An average cannot lie below its smallest member. The local ionisation energy at a point on a molecule's surface is such an average: it takes the binding energies of all occupied orbitals and weights each by the density that the orbital has there. Its lowest value, the local ionisation min, can therefore never drop below minus the homo energy, and it comes close only where most of the density comes from the highest occupied orbital and any others of nearly the same energy. The binding energies that BP86 gives for the outermost orbitals lie well below true ionisation energies, so only differences between rows and sites are read here.

The surface potential min obeys another rule, because potential comes from all nuclei and electrons together. If charge separation is reduced to a point dipole μ at the centre of a sphere with the surface volume and radius r, the potential at the negative end is −μ/r², and one debye gives 3.0 V at 1 Å. For hydrogen fluoride bound to silylamine, μ = 4.0 debye and r = 2.8 Å give −3.0 × 4.0/2.8² ≈ −1.5 V, against −1.8 V in the table. The estimate contains no adjustable number; real surfaces are not spheres, so it should give the size and not the digits.

PySCF 2.14.0, gas-phase BP86/cc-pVTZ single points on GFN2-xTB geometries of six neutral systems, one conformer each. The surface volume is that enclosed by the 0.001 a.u. density surface, on which the minima of the potential and local ionisation energy are taken.

| system | spin multiplicity | formula | homo (eV) | dipole moment (debye) | surface volume (Å³) | surface potential min (V) | local ionisation min (eV) |
| --- | --- | --- | --- | --- | --- | --- | --- |
| [SiH3]O.FCF | 1 | CH6F2OSi | -7.431 | 1.483 | 121.20 | -0.743 | 8.730 |
| F.[SiH3]N | 1 | FH6NSi | -7.206 | 4.044 | 93.70 | -1.788 | 8.613 |
| F[Si](F)F | 2 | F3Si | -6.900 | 1.505 | 68.00 | -0.462 | 7.422 |
| N#CB(N)P | 1 | CH4BN2P | -6.610 | 4.515 | 117.60 | -1.623 | 6.924 |
| C[C@@H]1S[C@@H]1F | 1 | C3H5FS | -5.797 | 1.972 | 110.00 | -0.813 | 6.608 |
| O=[C]N([SiH3])[SiH3] | 2 | CH6NOSi2 | -4.307 | 2.420 | 141.00 | -1.179 | 7.514 |

The rows run from the deepest to the highest homo. Over the first five the local ionisation min falls steadily, as the floor beneath it sinks, and in the sixth it jumps up. The surface potential min shows no such order. It nearly follows the dipole moment instead, with only two pairs of neighbours in that ranking exchanged.

The first two rows are pairs of molecules. In silanol with difluoromethane the loosest surface electrons sit on a hydrogen bound to silicon: silicon is electropositive, so this hydrogen is slightly negative and holds its electrons weakly. The most negative potential lies elsewhere, at oxygen and fluorine, which tie at −0.74 V. One total dipole cannot describe two separate negative regions, and the sphere estimate reaches only about 60% of the computed depth.

In the hydrogen fluoride complex both minima lie on fluorine, an unusual place for loosely held electrons. By Hirshfeld charges, the strong hydrogen bond has moved 0.21 e onto the hydrogen fluoride. This added charge, together with the amine's lone pair facing it, is expected to raise the orbital energies there. BP86 tends to exaggerate such transfer, so this ionisation minimum may be too low.

In the SiF₃ radical the two surface quantities part most clearly. The unpaired electron sits mainly on silicon and points out of its open face, where little other density dilutes it; the ionisation minimum is only 0.5 eV above the floor. Yet the potential at that spot is positive, +0.76 V, because silicon has lost charge to the fluorines. A central dipole describes this molecule poorly. At the dipole's negative end, midway between the three fluorines, the potential is in fact positive, +0.62 V, and the minima lie at the outer sides of the fluorines instead. The dipole estimate is half as large again as the computed minimum.

The cyanoborane with amino and phosphino groups shows the same division in a closed-shell molecule. The phosphorus lone pair is diffuse and weakly bound, and the ionisation minimum there lies just 0.3 eV above the floor, the closest approach in the table. The nitrile nitrogen has a potential 1.0 V more negative, but its electrons are 1.9 eV harder to remove by this measure. Nitrogen gathers charge and holds it tightly; phosphorus stays almost neutral and holds its electrons loosely.

In the fluorinated thiirane both minima lie on sulfur, not on fluorine. Sulfur's lone pairs are loosely bound and reach far out, whereas fluorine keeps its electrons compact and deep; this accounts for the ionisation minimum. The two atoms carry similar small negative charges, so the outward-pointing lone pairs are expected to place the potential minimum at sulfur too. The higher homo again brings a lower ionisation minimum.

The carbamoyl radical breaks the order. Its homo is 1.5 eV higher than that of the thiirane, yet its ionisation minimum is 0.9 eV higher too, and lies 3.2 eV above the floor. The computed spin on its carbon is half that on silicon in SiF₃, with the rest spread over oxygen, nitrogen and both silicons. The highest occupied orbital is probably that of the unpaired electron, though the output does not name its spin channel. If so, an electron spread so widely supplies less of the density at any one spot, and deeper orbitals pull the average up.

The shape of this radical may add to the effect. One silyl group leans onto the carbon, at 2.2 Å against 2.8 Å for the other, in a tight-binding geometry that BP86 has not re-optimised. The leaning group carries 0.18 of the unpaired spin and the other 0.09, so it does take the larger share, though its effect on the ionisation minimum was not computed separately. BP86 also tends to spread unpaired electrons too widely, which may exaggerate the jump in this row. The potential minimum stays at the protruding carbonyl oxygen, whose nearby charge makes it deeper than the central dipole suggests; the analysis printed below compares all six rows.

In a simple amine the two minima should share an atom, since its one lone pair is both the most negative region and the loosest. Here they fall on different atoms in four rows of six. The practical rule is to use the potential minimum for where a positive charge at the surface is held most strongly, the ionisation minimum for where electrons are most easily given up, and the homo energy only as the floor of the latter.

Output of the analysis:

```
Ionisation minimum against the HOMO:
                   row  minus HOMO energy (eV)  ionisation minimum (eV)  excess (eV)  change from row above (eV)
           [SiH3]O.FCF                   7.431                     8.73        1.299                         n/a
             F.[SiH3]N                   7.206                    8.613        1.407                      -0.117
             F[Si](F)F                     6.9                    7.422        0.522                      -1.191
              N#CB(N)P                    6.61                    6.924        0.314                      -0.498
     C[C@@H]1S[C@@H]1F                   5.797                    6.608        0.811                      -0.316
  O=[C]N([SiH3])[SiH3]                   4.307                    7.514        3.207                       0.906
Potential minimum against a central point dipole:
                   row  sphere radius (angstrom)  dipole estimate (V)  computed minimum (V)  estimate over computed
           [SiH3]O.FCF                      3.07              -0.4717                -0.743                  0.6349
             F.[SiH3]N                     2.818               -1.527                -1.788                  0.8541
             F[Si](F)F                     2.532              -0.7038                -0.462                   1.523
              N#CB(N)P                     3.039               -1.465                -1.623                  0.9029
     C[C@@H]1S[C@@H]1F                     2.972              -0.6692                -0.813                  0.8231
  O=[C]N([SiH3])[SiH3]                     3.229              -0.6959                -1.179                  0.5903
Rank correlation of HOMO energy and ionisation minimum, six rows: -0.6571
Rank correlation of HOMO energy and potential minimum, six rows: -0.1429
Rank correlation of dipole and depth of potential minimum, six rows: 0.8857
Cyanoborane, ionisation energy at nitrile N less that at P (eV): 1.921
Cyanoborane, potential minimum at P less that at nitrile N (V): 1.032
SiF3, ionisation energy near F less that at the open face of Si (eV): 4.534
Carbamoyl radical, ionisation energy at O less that at C (eV): 1.841
Spin on Si in SiF3 over spin on C in the carbamoyl radical: 1.985
Hirshfeld charge of the HF unit in its complex (e): -0.213
Carbamoyl radical, distance from C to the leaning Si (angstrom): 2.212
Carbamoyl radical, distance from C to the other Si (angstrom): 2.777
```
